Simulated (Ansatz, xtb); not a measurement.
# Ligand exchange: CH3F + GaH(CH3)(SH) → CH4S + GaH(CH3)F

Species: CH3F (fluoromethane) `CF`, singlet; GaH(CH3)(SH), singlet; CH4S (methanethiol) `CS`, singlet; GaH(CH3)F, singlet. The partners trade F for SH: C–F and Ga–SH bonds give way to C–SH and Ga–F.

Shapes, held fixed at every level: PBE0-D4/def2-TZVP. Flexible molecules stand in one conformer, not always the lowest. Programs: Ansatz 0.2.0, xtb 6.7.1. Electronic energies: no zero-point or thermal term.

```tsv
level	kind	ΔE (kJ/mol)	less CCSD(T)/def2-TZVPP
GFN1-xTB	semi-empirical	+5.1	+43.0
SPW92/def2-TZVPP	LDA	-32.9	+5.0
r2SCAN-D4/def2-TZVPP	meta-GGA	-37.2	+0.7
B3LYP-D4/def2-TZVPP	global hybrid	-36.3	+1.6
r2SCAN0-D4/def2-TZVPP	global hybrid	-35.6	+2.3
B2PLYP/def2-TZVPP	double hybrid	-41.2	-3.3
CCSD(T)/def2-SVP	coupled cluster or CI	-35.9	+2.0
CCSD/def2-SVP	coupled cluster or CI	-36.7	+1.2
CCSD(T)/def2-TZVPP	coupled cluster or CI	-37.9	0.0
```

The highest level, CCSD(T)/def2-TZVPP, gives ΔE = -37.9 kJ/mol; the levels span -41.2 to +5.1. They disagree on the sign: 1 of 9 are positive. The column of differences is taken from that level and isn't an error. No measured value is set beside it here. Relativity is left out for Ga. Outer-core shells of Ga are correlated in most correlated rows, in sets that cover them unevenly.

Fluorine prefers gallium and the thiolate prefers carbon: every level except GFN1-xTB makes the exchange exothermic, with -37.9 kJ/mol at the highest level. C–F is itself a strong bond, so the driving force is the difference between two preferences. Gallium is more electropositive than carbon, and replacing sulfur by fluorine therefore adds more ionic stabilisation at the metal than it costs at the methyl group. Donation from fluorine lone pairs into the formally empty p orbital of three-coordinate gallium probably helps a little, though sulfur can donate too. This is the usual hard–soft pattern.

Because the number of bonds to each centre is conserved, much of the correlation error cancels, which is probably why even the LDA lands close to coupled cluster and the triples matter little. The positive GFN1-xTB value probably reflects an imbalance in its parametrised polar bonds rather than a real doubt about the direction. The energies describe isolated monomers, whereas association through fluoride or thiolate bridges could shift the balance in condensed phases.
